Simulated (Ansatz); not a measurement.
**A ladder of methods for InSi2H7 (SMILES [SiH3][SiH2][InH2])**

InSi2H7: 10 atoms, total charge 0, spin state singlet. SMILES: `[SiH3][SiH2][InH2]`. Geometry: relaxed at PBE0-D4/def2-TZVP.

```tsv
atom	x (Å)	y (Å)	z (Å)
Si	-1.4509	0.7323	-0.8216
Si	0.0231	-0.9827	-0.2224
In	1.8848	-0.0627	1.2931
H	-2.5411	0.2487	-1.7115
H	-0.7077	1.8121	-1.5275
H	-2.0657	1.3205	0.4005
H	-0.7613	-2.0569	0.4518
H	0.5887	-1.5579	-1.4773
H	1.7614	-0.1609	3.0139
H	3.2688	0.7075	0.6011
```

Each level gives the energy change with the In3–H9 bond stretched from 1.728 to 2.246 Å (eV). The values are calculated.

```tsv
level	kind	program	value (eV)	less CCSD(T)/def2-SVP	CPU time (all runs)
HF/def2-SVP (core potential) (restricted)	Hartree–Fock	Ansatz	0.89	+0.08	7 s
SVWN5/def2-SVP (core potential) (restricted)	LDA	Ansatz	0.80	-0.01	12 s
revPBE/def2-SVP (core potential) (restricted)	GGA	Ansatz	0.70	-0.11	17 s
r2SCAN/def2-SVP (core potential) (restricted)	meta-GGA	Ansatz	0.82	+0.01	34 s
PBE0/def2-SVP (core potential) (restricted)	global hybrid	Ansatz	0.83	+0.02	21 s
HSE06/def2-SVP (core potential) (restricted)	range-separated hybrid	Ansatz	0.83	+0.02	23 s
RPA@PBE0/def2-SVP (core potential) (restricted)	RPA	Ansatz	0.84	+0.03	41 s
MP2/def2-SVP (core potential) (restricted)	perturbation theory	Ansatz	0.91	+0.10	8.7 s
CCSD(T)/def2-SVP (core potential) (restricted)	coupled cluster or CI	Ansatz	0.81	0.00	59 s
```

CCSD(T)/def2-SVP (core potential) (restricted) is the highest level here, not the true value. The first shape isn't each level's own minimum. The values span 0.70 to 0.91 eV. In the correlated wave-function rows the outer d shell of In is correlated, in sets not made for it. CPU times are rough (shared hosts, several kinds of processor): they show what a rung costs within a factor of a few.

Stretching the In–H bond costs 0.81 eV with CCSD(T), and most of the density functionals and RPA lie close to that. The outliers fall on opposite sides: revPBE makes the stretch too easy at 0.70 eV, while HF and MP2 make it too costly at 0.89 and 0.91 eV. As a covalent σ bond lengthens, its bonding and antibonding orbitals draw together and left-right correlation grows. A restricted single determinant misses this and keeps too much ionic character. MP2 does not repair the HF error but slightly enlarges it, probably because the loss of other dynamic correlation as hydrogen moves away outweighs the second-order gain within the bond pair. PBE0 and HSE06 agree, as expected for a local distortion that hardly probes long-range exchange.

Closeness to the reference therefore does not follow the formal rank of the method, and the near match of LDA for this one displacement is no evidence of general accuracy for In–H bonds. The partial stretch also doesn't establish how these methods would perform at full dissociation.
